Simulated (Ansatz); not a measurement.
# CdAg: pressure against volume scale

Periodic Kohn-Sham DFT of a crystal at fixed atoms, scaled to volume_scale times the given cell; pressure positive in compression, energy less spherical unpolarised free atoms, largest_vzz the field gradient of largest size among the nuclei. The results are calculated, by Ansatz 0.2.0.

The cell before it is scaled or strained (space group Pm-3m, No. 221):
```
cell vectors (Å)
   3.3300     0.0000     0.0000
   0.0000     3.3300     0.0000
   0.0000     0.0000     3.3300
atoms (fractions of the cell vectors)
Cd  0.50000  0.50000  0.50000
Ag  0.00000  0.00000  0.00000
```

Settings of every row: method all-electron PAW; functional PBEsol; relativity scalar; k mesh 12x12x12; filling fermi-dirac; smearing width 0.05 eV; nucleus gaussian.

Atom start moment: 0 on all atoms.

```csv
row,volume scale,V (Å³/atom),pressure (GPa)
1,0.94,17.355,4.732
2,0.96,17.724,2.3
3,0.98,18.094,0.172
4,0.99,18.278,-0.789
5,1,18.463,-1.686
6,1.01,18.648,?
7,1.02,18.832,-3.309
8,1.04,19.202,-4.721
9,1.06,19.571,-5.948
```

Question: what pressure should row 6 give?

Worked fit of pressure. Take u = (V_r/V)^(2/3) − 1 with V_r = 18.37 Å³ an atom, which is twice the finite (Eulerian) strain; such expansions in the strain, on which the Birch-Murnaghan equation of state is built, carry the rest volume and the bulk modulus. The shown rows have u = 0.03862, 0.02415, 0.01014, 0.00335, -0.00336, -0.01642, -0.0291, -0.04134. Least squares give pressure = −1.2424 + 134.009 × u + 512.74 × u² + 589 × u³ GPa; a parabola predicts inner rows, each left out in turn, worse (root mean square 0.0093 against 0.0025 GPa). The rows lie off it by 0.000, -0.001, 0.002, -0.001, 0.001, -0.002, 0.001, 0.000. The pressure vanishes at u = 0.0090, or V = 18.13 Å³ an atom, and there the bulk modulus at fixed shape and fractions is B = −V dP/dV = (2/3)(1 + u) dP/du = 96.4 GPa. The withheld row has u = -0.00996, so the fit gives −1.2424 + 134.009 × (-0.00996) + 512.74 × (-0.00996)² + 589 × (-0.00996)³ = -2.527 GPa.

The calculation gave -2.523 GPa. The fit lies 0.004 GPa (0.037 % of the column's range) below it; its largest miss of a shown row is 0.002 GPa.
